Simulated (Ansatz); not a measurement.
## Abstraction of Br: GeH3Br + C4H9 → GeH3 + C4H9Br

Species: GeH3Br `[GeH3][Br]`, singlet; C4H9 (tert-butyl radical) `C[C](C)C`, doublet; GeH3 `[GeH3]`, doublet; C4H9Br (2-bromo-2-methylpropane) `CC(C)(C)Br`, singlet. A radical takes Br: the energy is the difference in strength between the Ge–Br bond broken and the C–Br bond made.

Shapes, held fixed at every level: PBE0-D4/def2-TZVP. Programs: Ansatz 0.2.0. The zero-point and thermal change to 298 K, harmonic and unscaled (PBE0-D4/def2-TZVP), is +2.6 kJ/mol.

```tsv
level	kind	ΔH(298 K) (kJ/mol)	less CCSD(T)/def2-TZVPP
PBE0-D4/def2-TZVPP	global hybrid	+66.4	+16.8
MP2/def2-SVP	perturbation theory	+41.1	-8.5
MP2/def2-TZVPP	perturbation theory	+37.1	-12.5
CCSD(T)/def2-SVP	coupled cluster or CI	+50.0	+0.4
CCSD/def2-SVP	coupled cluster or CI	+56.7	+7.1
CCSD/def2-TZVPP	coupled cluster or CI	+57.2	+7.6
CCSD(T)/def2-TZVPP	coupled cluster or CI	+49.6	0.0
```

The highest level, CCSD(T)/def2-TZVPP, gives ΔH(298 K) = +49.6 kJ/mol; the levels span +37.1 to +66.4. The column of differences is taken from that level and isn't an error. No measured value is set beside it here. Open shells run unrestricted unless RO is named. Relativity is left out for Br, Ge unless named. Correlated rows may include outer-core shells of Br, Ge, which these sets cover unevenly.

Every level makes bromine transfer from germanium to the tert-butyl radical endothermic, so the Ge–Br bond broken is stronger than the C–Br bond made. Germanium is more electropositive than carbon, which gives its bond to bromine greater ionic character. The tertiary carbon centre does little to widen the gap: hyperconjugation stabilises the free alkyl radical, but the methyl groups also stabilise the polar C–Br bond, and C–Br bond strengths are nearly the same from methyl to tert-butyl bromide.

The sign is secure across these methods, but the size depends on the treatment of correlation. Perturbative triples lower the CCSD/def2-TZVPP enthalpy by 7.6 kJ/mol, while MP2 falls below CCSD(T) and PBE0-D4 lies above it, probably because they balance correlation within the crowded bromide and the separated radical differently. The near agreement of CCSD(T) in the two basis sets doesn't by itself establish the basis-set limit.

Read in reverse, the reaction is the downhill bromine abstraction by a germyl radical that drives radical dehalogenation with germanium hydrides, though the enthalpy alone says nothing about its barrier.
